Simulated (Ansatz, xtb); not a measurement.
C4H9NSi: which of two isomers lies lower

Structure X: `CC[C@@H]([SiH3])C#N`, a singlet. Structure Y: `CC(C)([SiH3])C#N`, a singlet. Both are isolated molecules in the gas phase, relaxed with PBE0-D3(BJ)/def2-SVP; each stands in its lowest conformer found.

Q: Estimate E(Y) − E(X) at the level CCSD(T)/def2-SVP + ΔMP2/def2-TZVPP.

A: Too close to call at this level: CCSD(T)/def2-SVP + ΔMP2/def2-TZVPP gives E(Y) − E(X) = −0.04 kcal/mol.

How the difference moves with the method:

| level | geometry | E(Y) − E(X) (kcal/mol) | departure from the last row (kcal/mol) | job, with rough time for the two |
| --- | --- | --- | --- | --- |
| GFN2-xTB | GFN2-xTB | +0.02 | +0.06 | optimisation, 0.16 s |
| HF/STO-3G | GFN2-xTB | +1.89 | +1.93 | single point, 0.36 s |
| r2SCAN-D4/def2-SVP | GFN2-xTB | +0.62 | +0.66 | single point, 2.8 s |
| PBE0-D3(BJ)/def2-SVP | PBE0-D3(BJ)/def2-SVP | +0.84 | +0.87 | optimisation, 28 s |
| HF/def2-SVP | PBE0-D3(BJ)/def2-SVP | +1.81 | +1.85 | part of the CCSD(T) run |
| MP2/def2-SVP | PBE0-D3(BJ)/def2-SVP | −0.30 | −0.26 | part of the CCSD(T) run |
| CCSD(T)/def2-SVP | PBE0-D3(BJ)/def2-SVP | +0.02 | +0.06 | single point |
| CCSD(T)/def2-SVP + ΔMP2/def2-TZVPP | PBE0-D3(BJ)/def2-SVP | −0.04 |  | single point, 34 s |

As drawn, both hold the same kinds of bond in the same numbers. Structure X has 1 methyl group, Y 2.

The largest departure from CCSD(T)/def2-SVP + ΔMP2/def2-TZVPP is that of HF/STO-3G, 1.93 kcal/mol. The last row adds to CCSD(T) the change of the MP2 difference between the two basis sets, here −0.06 kcal/mol.

With thermal terms from frequencies at re-optimised GFN2-xTB minima (ideal gas, soft modes damped towards free rotors, one conformer each, 298.15 K, 1 atm): the zero-point term adds −0.34 kcal/mol; ΔH is −0.26 and ΔG −0.06 kcal/mol.

The correlated steps freeze 10 core orbitals. Mirror images aren't counted in ΔG. Codes used: Ansatz 0.2.0, xtb 6.7.1; the last row on 2 threads of Intel(R) Xeon(R) 6975P-C (Granite Rapids) on a shared host.

The two isomers are effectively degenerate, and the near-zero gap reflects a cancellation. Hartree–Fock favours the linear chain of X clearly in both basis sets, while electron correlation removes almost all of that preference. The probable reason is branching: the quaternary carbon in Y brings more groups into 1,3 contact, where exchange repulsion is larger but medium-range correlation is also more attractive. Mean-field theory captures only the repulsion. The two density functionals recover part of the missing attraction and still lean towards X, whereas MP2 slightly overshoots relative to CCSD(T) in the same basis. The close agreement of GFN2-xTB is probably fortuitous for so small a difference.

Zero-point energy tips the balance slightly towards Y, but entropy takes most of this back, as expected for a more compact skeleton. None of this establishes a thermodynamic preference. Rotation about the bond joining the ethyl group to the substituted carbon gives X distinct rotamers, while the rotors of Y only exchange equivalent hydrogens, so conformational mixing would probably favour X.
